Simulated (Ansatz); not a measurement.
# Correcting a cheap level on Ge-containing molecules

The vertical ionisation energy (cation less neutral) in eV of 6 Ge-containing molecules: x at PBE0-D4/def2-TZVPP, y at CCSD(T)/def2-TZVPP. Shapes, held fixed at every level: PBE0-D4/def2-TZVP. Flexible molecules stand in one conformer, not always the lowest. Programs: Ansatz 0.2.0.

| molecule | x (eV) | y (eV) |
| --- | --- | --- |
| Ge5H10 (SMILES [GeH2]1[GeH2][GeH2][GeH2][GeH2]1) | 9.06 | 9.23 |
| Ge2Si4H14 (SMILES [SiH3][SiH2][GeH2][GeH2][SiH2][SiH3]) | 9.22 | ? |
| Ge2Si3H10 (SMILES [SiH2]1[SiH2][GeH2][GeH2][SiH2]1) | 9.23 | 9.38 |
| Ge2Si3H12 (SMILES [SiH3][GeH2][SiH2][GeH2][SiH3]) | 9.35 | 9.53 |
| Ge3SiH10 (SMILES [SiH3][GeH2][GeH2][GeH3]) | 9.38 | 9.54 |
| Ge2Si3H12 (SMILES [SiH3][GeH2][SiH2][SiH2][GeH3]) | 9.40 | 9.59 |

**Question.** Fit y = c + s·x to the known rows and predict y for Ge2Si4H14.

**Answer.** 
1. Means of the 5 rows: x = 9.2840, y = 9.454.
2. Σ(Δx)² = 0.08012, Σ(Δx·Δy) = 0.08322, so the slope is 0.08322/0.08012 = 1.0387.
3. Intercept: 9.454 − (1.0387) × 9.2840 = -0.189. The largest residual of the fit is 0.018.
4. Ge2Si4H14: -0.189 + 1.0387 × 9.22 = 9.39 eV.

CCSD(T)/def2-TZVPP gives 9.40 eV, so the prediction is off by -0.01 eV, within the largest residual. Uncorrected, PBE0-D4/def2-TZVPP misses Ge2Si4H14 by -0.18 eV, and the other rows by 0.17 on average. The line removes about 95 % of this miss. Left out in turn, the other rows are missed by 0.03 eV on average, so much of the error is systematic among these molecules. Cations run unrestricted. Relativity is left out for Ge. Outer-core shells of Ge are correlated, in sets that cover them unevenly.

The correction is essentially a uniform upward shift: adding the average miss of 0.17 eV to the PBE0 value for Ge2Si4H14 gives the same 9.39 eV as the line. The fitted slope adds little here and leans heavily on Ge5H10, which lies well below the other rows. Such a regular offset is plausible because these saturated hydrides all lose an electron from σ orbitals delocalised over the Ge/Si skeleton, so the error in describing the hole should be similar throughout; PBE0 probably overstabilises that spread-out hole somewhat.

The same σ conjugation helps explain why the six-membered chain ionises more easily than the shorter chains. Length alone doesn't set the order, however, since Ge3SiH10 falls between the two five-membered Ge2Si3H12 isomers. The difference between those isomers may reflect the placement of Ge and Si, the conformers used, or both. Nothing here supports carrying the shift over to germanium compounds that ionise from a lone pair or a π bond.
